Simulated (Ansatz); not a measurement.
# Redistribution: C2HF2N + C3H6O → C2H2FN + C3H5FO

Gas-phase species: C2HF2N `N#CC(F)F`, singlet; C3H6O `CC1CO1`, singlet; C2H2FN (fluoroacetonitrile) `N#CCF`, singlet; C3H5FO `CC1OC1F`, singlet. The partners trade F for H; both sit on C, so the bond types are kept.

Shapes, held fixed at every level: PBE0-D4/def2-TZVP. Programs: Ansatz 0.2.0. The zero-point and thermal change to 298 K, harmonic and unscaled (PBE0-D4/def2-TZVP), is +0.1 kJ/mol.

Estimate ΔH(298 K) of this reaction.

The highest level, CCSD(T)/CBS estimate, gives ΔH(298 K) = -17.4 kJ/mol; the levels span -20.1 to -12.3. The column of differences is taken from that level and isn't an error. No measured value is set beside it here. The CBS estimate extrapolates MP2 from def2-TZVPP and def2-QZVPP and adds CCSD(T) − MP2 in the triple-zeta set, cores frozen.

```
                level                    kind  ΔH(298 K) (kJ/mol)  less CCSD(T)/CBS estimate
          HF/def2-SVP            Hartree–Fock               -18.0                       -0.6
        HF/def2-TZVPP            Hartree–Fock               -20.1                       -2.7
r2SCAN0-D4/def2-TZVPP           global hybrid               -19.6                       -2.2
   wB97M-V/def2-TZVPP  range-separated hybrid               -18.8                       -1.4
    B2PLYP/def2-TZVPP           double hybrid               -18.6                       -1.2
     CCSD(T)/def2-SVP   coupled cluster or CI               -12.3                       +5.1
   CCSD(T)/def2-TZVPP   coupled cluster or CI               -15.7                       +1.7
 CCSD(T)/CBS estimate   coupled cluster or CI               -17.4                        0.0
```

Every level makes the transfer of fluorine to the epoxide exothermic, with a best estimate of -17.4 kJ/mol. Since the bond types are conserved, the enthalpy reflects the surroundings of the C–F bond. The likely driving force is that fluorine leaves a carbon bearing the electron-withdrawing cyano group for one bonded to oxygen, whose lone pair can donate into the C–F antibonding orbital. This gain evidently outweighs the loss of the mutual stabilisation of two geminal fluorines.

Enlarging the basis makes the reaction more exothermic in both Hartree–Fock and CCSD(T), whereas correlation makes it less so in either basis where the two can be compared. The closeness of HF/def2-SVP to the best estimate is therefore a cancellation of errors, not a sign that correlation is unimportant. The small-basis CCSD(T) value lacks that cancellation and lies furthest from the extrapolated result. The fluorinated epoxide can be cis or trans, and a single unspecified isomer leaves open how much the enthalpy depends on that choice.
